**Q:** These are seven heavy metals forced into the diamond lattice with BLYP. What is larger, and why are Cs and Ba so far from the rest?

Period-6 metals in the diamond structure, relaxed with Ansatz 0.2.0: BLYP, plane-wave PAW (cutoff 420 eV), scalar-relativistic, no spin polarisation, Fermi-Dirac smearing of width 0.1 eV. Volume, bulk modulus and its pressure derivative come from a third-order Birch-Murnaghan fit to energies extrapolated to zero smearing; neighbour distances are those of the relaxed cell.

```tsv
element	Z	valence electrons	k mesh	volume per atom, BLYP (Å³)	bulk modulus, BLYP (GPa)	bulk modulus pressure derivative, BLYP	neighbour distance, BLYP (Å)
Cs	55	1	5×5×5	224.61	0.555	3.93	5.228
Ba	56	2	6×6×6	167.51	1.41	1.27	4.714
Lu	71	3	8×8×8	54.56	11.5	1.94	3.298
Hf	72	4	9×9×9	37.38	28.5	1.19	2.897
Ta	73	5	10×10×10	29.82	63.9	3.40	2.687
Ir	77	9	11×11×11	22.59	159	5.12	2.450
Au	79	11	10×10×10	31.37	41.7	6.05	2.732
```

**A:** Call the volume per atom V and the bulk modulus B = −V dP/dV. From Cs to Ir, V falls about tenfold while B rises from 0.555 to 159 GPa, and Au then turns back. The order of B over all seven rows is exactly the reverse of the order of V. Cs and Ba have, nominally, only one or two diffuse 6s electrons outside a xenon core, a thin electron glue that binds weakly and at long range.

The step from Ba to Lu cuts V to a third although the group count rises by only one. The nuclear charge Z rises by 15, and the 14 added 4f electrons screen it incompletely, which is the lanthanide contraction. Bonding by 5d electrons grows in the same step, and one pair of rows does not separate the two effects.

**Q:** Why does the cell shrink from Lu to Ir and swell again at Au?

**A:** The standard argument is Friedel's. Spread the ten d states evenly over a band of width W centred on the atomic level, and fill Nd of them from the bottom up to −W/2 + W·Nd/10. Summing the energies gives

E = −W·Nd(10 − Nd)/20.

W grows as the atoms approach, so this term pulls them together. It vanishes for an empty band and for a full one, where antibonding states cancel bonding ones.

Take Nd roughly as the valence electrons minus one. The count Nd(10 − Nd) then rises through Lu, Hf and Ta and is zero for Au, in line with the shrinkage and the rebound. The smearing entropy term TS of the same runs, which tracks the density of states at the Fermi level, is smallest for Au at 0.012 eV per atom, as fits a d band that has sunk below that level.

The count alone fails. It is 16 for both Lu and Ir, yet Lu has 2.42 times the volume, and Ta, with the highest count, is larger than Ir. Theory adds a one-way trend to the parabola: the rising nuclear charge contracts the orbitals across the row. For the element one group past Ta both effects point to a smaller, stiffer cell. Ir is the extreme of these seven rows only.

**Q:** If the two orders mirror each other, does volume alone fix the stiffness?

**A:** No. B·V is the curvature of the energy per atom against ln V at the minimum. If every element had the same energy well, B·V would be constant, but it runs from 0.78 eV in Cs to 22.4 eV in Ir. An electron gas with a fixed count would give B ∝ V^(−5/3). Every step between neighbouring rows is steeper than that. Up to Ir this partly reflects the rising count, but from Ir to Au the count rises while B falls.

Ta and Au make the cleanest pair. Au is only 5 % larger, and even B ∝ V⁻⁴, about the steepest step in the table, would turn that into a factor of 1.2. Ta is stiffer by 1.53, though Au has more than twice the valence electrons. What counts, on the Friedel argument, is whether the d electrons occupy bonding states.

**Q:** Are all rows really non-magnetic metals?

**A:** The non-magnetic state is imposed: these runs had spin switched off, so they cannot show whether a moment would form. Metallic character is firmer. The symmetry of the two-atom diamond cell makes bands stick together in pairs at the zone-boundary point X, so an odd number of filled bands must give a metal.

That covers Cs, Lu, Ta, Ir and Au, while Ba and Hf have even counts and are metals through band overlap in the runs. Cs nevertheless shows an apparent gap of about 0.18 eV with nine filled bands, which symmetry forbids. So the k mesh, the 5×5×5 grid of wave vectors, must skip X: a grid point there would show bands nine and ten touching and close the gap. That flags Cs as the row where sampling may matter.

**Q:** I cubed the neighbour distances and don't recover the volumes. Is something wrong?

**A:** Geometry gives V = 8d³/(3√3) = 1.5396 d³ for neighbour distance d. For Ba, 4.714 Å gives 161.28 Å³, and the tabulated 167.51 Å³ is 3.86 % above that, a hundred times the rounding. The two columns describe different cells. The distance belongs to the cell relaxed with the stress, which follows the free energy F at finite smearing, while V is the minimum of the energy E₀ extrapolated to zero smearing.

The runs use F = E₀ − TS/2. Differentiating gives P₀ = P(stress) − ½ dTS/dV at the relaxed cell, and a small pressure P₀ moves the minimum by ΔV/V ≈ P₀/B. For Ba the stress there is −0.001 GPa and the entropy term is −0.056 GPa, so P₀ = 0.055 GPa. Dividing by B = 1.41 GPa gives 3.9 %, as observed.

Nothing was fitted to the mismatches in any row; stress and TS were only extended from three compressed cells to the relaxed one, as the output after this text lists. The estimate also catches Lu, where TS rises with volume and the shift reverses to −1.2 %. In Cs a leftover stress of 0.021 GPa outweighs the entropy term, so that cell was not fully relaxed. Hf is the failure, with +0.34 % estimated against −0.14 % found.

**Q:** What would a smaller smearing width do?

**A:** For a smooth density of states TS goes as the square of the width, so halving it should quarter the entropy pressure; this is argued, not run. In the limit of zero width the relaxed distance of Ba would move from 4.714 Å towards the 4.774 Å that its volume implies. Softness is what makes the effect visible. Ir has the largest entropy pressure, 0.311 GPa, but its stiffness holds the shift to about 0.2 %.

**Q:** The pressure derivative B′ = dB/dP looks erratic. Which values and digits can I trust?

**A:** Take two landmarks first. The kinetic pressure of a free electron gas alone gives B′ = 5/3, while closed shells pushed into each other stiffen quickly, which suits the 6.05 of Au. Low values can also arise when compression lets electrons move from the rising s band into nearly empty d states and so relieves the pressure. That s→d transfer is well known for Ba and is a likely cause in Ba, Lu and Hf, but it is untested here, and Cs at 3.93 does not share the low value.

As a check, the same finite differences were applied to the computed stresses and to the tabulated Birch-Murnaghan curve near 0.92 of the relaxed volume. For Lu both give 1.47, and Cs, Ta, Ir and Au agree within 0.2. For Hf the stresses give 1.53 against 0.30 from the curve, so B′ is low but its digits are not firm. For Ba both routes turn negative under compression, and the tabulated value means only that B hardly rises.

B itself agrees between the two routes within 1 % of the curve value for Lu, Ta, Ir and Au, but differs by 3 % for Cs, 5 % for Hf and 9 % for Ba. Most of that difference is the smearing again, because the stresses follow F while the curve follows E₀; taking the entropy term out of the stresses removes most of it in all three rows. The volumes from Hf to Au match their distances within about a quarter of a percent. Cs needs extra caution: its runs at the relaxed volume and at 8 % above it warned that the exchange-correlation potential is rough where the density is thin, which may affect its fitted volume, B and B′. All this is internal consistency, and the trends are far larger.

**Q:** How far do these numbers describe the real metals?

**A:** Not directly. Touching spheres fill 0.34 of space in diamond against 0.74 in fcc, so four neighbours give a large, soft cell that is held in its symmetry and may be dynamically unstable. BLYP is known to overexpand and underbind 5d metals, but it should not take the blame alone. The datasets were made for PBE, and spin-orbit coupling, which reshapes the 5d bands of Ir and Au, is left out along with zero-point motion.

Printed output of the fit:

```
el | B*V eV | Nd=group-1 | Nd(10-Nd) | bands filled | TS eV/atom (x0.92) | mesh*edge A
Cs | 0.78 | 0 | 0 | 9 odd | 0.026 | 43
Ba | 1.47 | 0 | 0 | 10 even | 0.112 | 46
Lu | 3.92 | 2 | 16 | 25 odd | 0.087 | 43
Hf | 6.65 | 3 | 21 | 26 even | 0.084 | 43
Ta | 11.89 | 4 | 24 | 13 odd | 0.062 | 44
Ir | 22.42 | 8 | 16 | 17 odd | 0.034 | 44
Au | 8.16 | 10 | 0 | 19 odd | 0.012 | 45
step | dZ | V ratio | B ratio | d change A | dlnB/dlnV (electron gas, fixed count: -1.67)
Cs->Ba | 1 | 0.746 | 2.54 | -0.514 | -3.18
Ba->Lu | 15 | 0.326 | 8.16 | -1.416 | -1.87
Lu->Hf | 1 | 0.685 | 2.48 | -0.401 | -2.40
Hf->Ta | 1 | 0.798 | 2.24 | -0.210 | -3.57
Ta->Ir | 4 | 0.758 | 2.49 | -0.237 | -3.28
Ir->Au | 2 | 1.389 | 0.26 | +0.282 | -4.08
Cs/Ir: V ratio 9.94, d ratio 2.13, B(Ir)/B(Cs) 286.49
Lu/Ir: V ratio 2.42, d ratio 1.35, B(Ir)/B(Lu) 13.83
Au/Ta: V ratio 1.05, d ratio 1.02, B(Ta)/B(Au) 1.53
Au/Hf: V ratio 0.84, d ratio 0.94, B(Hf)/B(Au) 0.68
by rising V: Ir Ta Au Hf Lu Ba Cs ; by falling B: Ir Ta Au Hf Lu Ba Cs
V = 1.5396 d^3; sphere packing diamond 0.34, fcc 0.74
el | V from d A^3 | table/that % | rounding % | stress at x1.00 GPa | half dTS/dV GPa | estimate % | d from V A
Cs | 220.00 | +2.10 | 0.03 | +0.021 | +0.009 | +2.04 | 5.264
Ba | 161.28 | +3.86 | 0.03 | -0.001 | -0.056 | +3.94 | 4.774
Lu | 55.23 | -1.21 | 0.05 | +0.003 | +0.141 | -1.20 | 3.285
Hf | 37.43 | -0.14 | 0.07 | +0.064 | -0.032 | +0.34 | 2.896
Ta | 29.87 | -0.16 | 0.07 | +0.036 | +0.136 | -0.16 | 2.686
Ir | 22.64 | -0.23 | 0.08 | -0.065 | +0.311 | -0.24 | 2.448
Au | 31.39 | -0.08 | 0.07 | -0.003 | +0.036 | -0.09 | 2.731
largest miss of the estimate: Hf, +0.48 percentage points
near x0.92: el | B stress GPa | B fitted curve GPa | diff % | B' stress | B' fitted curve | B' table
Cs | 0.796 | 0.825 | -3.4 | +3.41 | +3.59 | 3.93
Ba | 1.38 | 1.52 | -9.3 | -0.70 | -0.11 | 1.27
Lu | 12.9 | 13 | -0.7 | +1.47 | +1.47 | 1.94
Hf | 31.8 | 30.3 | +5.2 | +1.53 | +0.30 | 1.19
Ta | 83.5 | 83.7 | -0.3 | +3.24 | +3.12 | 3.40
Ir | 238 | 238 | -0.2 | +4.54 | +4.67 | 5.12
Au | 67.4 | 67.4 | +0.0 | +5.28 | +5.35 | 6.05
```
